# Reading the Si/SiO₂ wall off a table of subband energies

A hard wall puts a node of the envelope at the interface, while a real oxide lets the envelope leak in and lowers every level. This page infers the leak from data and shows which parameters the data fix.

## Data

The film is Si(001) of nominal thickness $d$ between thick SiO₂ layers, at flat band. The two $\Delta_2$ valleys along [001] are quantised with the longitudinal mass $m_l$, the four in-plane $\Delta_4$ valleys with the transverse mass $m_t$. The table gives the lowest subband bottom of each family above the bulk Si conduction-band edge. The values were made for this exercise with a parabolic single-particle envelope model and rounded to 0.1 meV.

| $d$ (nm) | $E_{\Delta_2}$ (meV) | $E_{\Delta_4}$ (meV) |
|---|---|---|
| 4.0 | 25.4 | 92.5 |
| 6.0 | 11.3 | 45.0 |
| 8.0 | 6.4 | 26.6 |

The unknowns are $m_l$, $m_t$, the oxide mass $m_B$, the barrier height $V$, and an offset $t$ between the nominal thickness, taken as exact, and the well width $L=d+t$. We assume both valley families see the same $t$, $V$ and $m_B$.

## The barrier as a boundary condition

The well is $0<z<L$ with quantisation mass $m_A$. With BenDaniel–Duke matching, $F$ and $F'/m$ are continuous. In the left barrier $F\propto e^{\kappa z}$ with $\kappa=\sqrt{2m_B(V-E)}/\hbar$, so just inside the well $F'/F=(m_A/m_B)\kappa$. For $E\ll V$ this no longer depends on energy:

$$\frac{F'}{F}=\frac1\delta,\qquad \delta=\frac{\hbar}{m_A}\sqrt{\frac{m_B}{2V}},$$

with the derivative along the normal pointing into the well. The envelope, continued linearly, would vanish a distance $\delta$ outside the interface. This $\delta$ equals the decay length $1/\kappa$ at $E=0$ times $m_B/m_A$.

Put $F=\sin(kz+\theta)$ with $E=\hbar^2k^2/2m_A$. The left wall gives $\tan\theta=k\delta$, and the mirror wall gives

$$kL+2\arctan(k\delta)=n\pi,\qquad n=1,2,\dots$$

Replacing $\delta$ by $\delta/\sqrt{1-E/V}$ makes this exact for the finite barrier. If also $k\delta\ll1$, where $(k\delta)^2=(m_B/m_A)\,E/V$, then

$$E_n=\frac{\hbar^2\pi^2n^2}{2m_A(L+2\delta)^2}.$$

Expanding the exact condition one order further replaces $2\delta$ by $2\delta\,[1+(\tfrac12-\tfrac{m_B}{3m_A})E/V]$.

The wall type is set by $m_B/V$, and a large $V$ alone does not decide it. For $m_B/V\to0$, $\delta\ll L$ and the wall is Dirichlet, $kL=n\pi$. For $m_B/V\to\infty$ with $E\ll V$ maintained, $\delta\gg L$ and the wall is Neumann, $kL\to(n-1)\pi$, with the ground state at $k^2\approx 2/(L\delta)$. The $(L+2\delta)$ formula fails in that limit.

## Inversion

From here masses are in units of the free-electron mass $m_0$, and $C=\hbar^2/2m_0=0.03810$ eV nm². Then $\delta=\ell/m_A$ with the valley-independent length $\ell=\sqrt{Cm_B/V}$. For $n=1$,

$$E^{-1/2}=\frac{\sqrt{m_A}}{\pi\sqrt C}\,(d+a),\qquad a=t+\frac{2\ell}{m_A}.$$

Each family is a straight line in $d$ whose slope gives $m_A$ and whose intercept gives $a$. We use the 4 and 8 nm rows and hold back the 6 nm row. With $r=\sqrt{E(4)/E(8)}$ and $W=4\ \text{nm}+a$, the ratio is $r=(W+4\ \text{nm})/W$, so

$$W=\frac{4\ \text{nm}}{r-1},\qquad m_A=\frac{\pi^2C}{E(4)\,W^2},\qquad \pi^2C=376.0\ \text{meV nm}^2 .$$

Intermediates are carried unrounded and shown with guard digits.

| | $r$ | $W$ (nm) | $a$ (nm) | $m_A$ |
|---|---|---|---|---|
| $\Delta_2$ | 1.9922 | 4.0316 | 0.0316 | 0.9108 |
| $\Delta_4$ | 1.8648 | 4.6254 | 0.6254 | 0.1900 |

The offset cancels in the difference of the intercepts:

$$\ell=\frac{a_4-a_2}{2(1/m_t-1/m_l)}=\frac{0.5938\ \text{nm}}{2\times4.165}=0.0713\ \text{nm}.$$

It follows that $\delta_2=0.078$ nm, $\delta_4=0.375$ nm, $t=a_2-2\delta_2=-0.125$ nm and $m_B/V=\ell^2/C=0.133$ eV⁻¹. At 4 nm, $k\delta=\pi\delta/W$ is 0.061 and 0.25, so the small-$k\delta$ form is good for $\Delta_2$ and fair for $\Delta_4$.

Hard walls at the inferred $L=3.875$ nm would give $E\,(W/L)^2$, that is 27.5 and 132 meV. Penetration lowers these by 7.6 % and 30 %. The light valley is affected more because $\delta\propto1/m_A$.

## How rounding errors carry through

Rounding to 0.1 meV is treated as an independent uniform error with $\sigma=0.1/\sqrt{12}=0.029$ meV. For relative errors $e_4$, $e_8$ of the two energies of a family,

$$\frac{dW}{W}=-\frac{r\,(e_4-e_8)}{2(r-1)},\qquad \frac{dm_A}{m_A}=\frac{e_4-r\,e_8}{r-1}.$$

This gives $\sigma_a=0.019$ nm and $\sigma_m/m=0.9$ % for $\Delta_2$, and 0.006 nm and 0.2 % for $\Delta_4$. Errors of $a$ and $m_A$ within a family are correlated, so $\ell$ and $t$ are differentiated with respect to the four energies directly. The result is

- $\ell=0.0713\pm0.0021$ nm (3.0 %),
- $m_B/V=0.133\pm0.008$ eV⁻¹ (6.0 %, doubled by the square),
- $t=-0.125\pm0.022$ nm.

The 6.4 meV entry carries 89 % of the variance of $\ell$, because it has the largest relative error and the intercept is an extrapolation. That entry is the one to refine first.

The fitted lines predict 11.35 and 45.08 meV at 6 nm. The residuals against the table, 0.048 and 0.083 meV, compare with expected scatters of 0.045 and 0.043 meV (prediction and entry combined) and are within two standard deviations. This tests the linearity in $d$ and says nothing about how $a$ splits into $t$ and $2\delta$.

## Uniqueness

**Level index.** For given $n$ the inversion is one-to-one. If the levels were really the $n$-th, the true mass would be $n^2$ times the one found with $n=1$, with $a$ unchanged.

**Offset against penetration.** One family fixes only $t+2\delta$. Here $a_2$ is nearly zero, so the $\Delta_2$ column alone looks like a hard wall at the nominal thickness. Two masses separate $t$ from $\ell$, but four data then fix four unknowns, and the assumption of a common $t$ and $\ell$ goes untested.

**Mass against height.** At leading order only $m_B/V$ appears. At fixed $m_B/V$, the next order depends on $V$ through a width shift $\delta E/V$. Slope and intercept absorb most of it. What survives at the midpoint for $\Delta_4$ is $(\delta_4/V)\{E(6)-[E(4)+E(8)]/2\}$. For a typical offset $V\approx3.1$ eV this is $-0.0018$ nm, or 0.024 meV, below the 0.043 meV scatter. The table cannot tell that barrier from an infinite one of equal $m_B/V$. Taking $V=3.1$ eV as an outside input gives the model's $m_B=0.414\pm0.025$.

## Generating values and truncation bias

The table came from the exact finite-barrier condition with $m_l=0.92$, $m_t=0.19$, $t=-0.15$ nm, $m_B=0.45$ and $V=3.1$ eV, so $\ell=0.0744$ nm. The masses and the barrier were chosen as typical, and recovering them tests the inversion only. Applied to the unrounded energies, the same inversion returns $\ell=0.0731$ nm and $m_B=0.43$. The step from 0.45 to 0.43 is truncation bias from the neglected $E/V$ and $(k\delta)^2$ terms, and the rest of the way to 0.414 is rounding. The bias is not much smaller than $\sigma$, so finer data call for the exact condition.

## What real data add

**Non-parabolicity.** With $E(1+\alpha E)=Ck^2/m_A$, the apparent width grows by $s=W\alpha E/2\propto1/W$, where $W=d+a$ at each thickness, and the two-point intercept shifts by $s(4)+s(8)$. An isotropic, typical $\alpha\approx0.5$ eV⁻¹ gives 0.16 nm for $\Delta_4$ and 0.04 nm for $\Delta_2$. The net 0.13 nm is 21 % of $a_4-a_2$, far above the rounding error. This estimate ignores the energy dependence of the mass in the matching condition.

**Image self-energy.** An electron at midplane has images of relative charge $\beta^{j}$ at distances $jL$ on both sides, with $\beta=(\epsilon_{\rm Si}-\epsilon_{\rm ox})/(\epsilon_{\rm Si}+\epsilon_{\rm ox})$. Half their summed potential energy is $-\ln(1-\beta)\,e^2/(4\pi\epsilon_0\epsilon_{\rm Si}L)$. With the measured $\epsilon_{\rm Si}=11.7$ (compiled value, Ioffe Institute) and a typical $\epsilon_{\rm ox}\approx3.9$, $\beta=0.50$ and the shift is 22 meV at $L=3.875$ nm, against a $\Delta_2$ penetration correction of 2.1 meV. It enters electron addition energies and must be removed from them before inverting. It partly cancels in differences between subbands.

**Atomic scale.** Valley splitting of the $\Delta_2$ pair, typically of order a meV at this thickness, rivals that 2.1 meV, so the mean of the doublet should be used. The Si(001) layer spacing, 0.136 nm for a lattice constant of about 0.543 nm, exceeds $\delta_2$ and is comparable with $|t|$. An inferred $\ell$ is therefore an effective interface parameter tied to the matching rule. The model's $m_B$ of about 0.4 lies within the range 0.3 to 0.5 typically used for SiO₂, as it must, given how the inputs were chosen.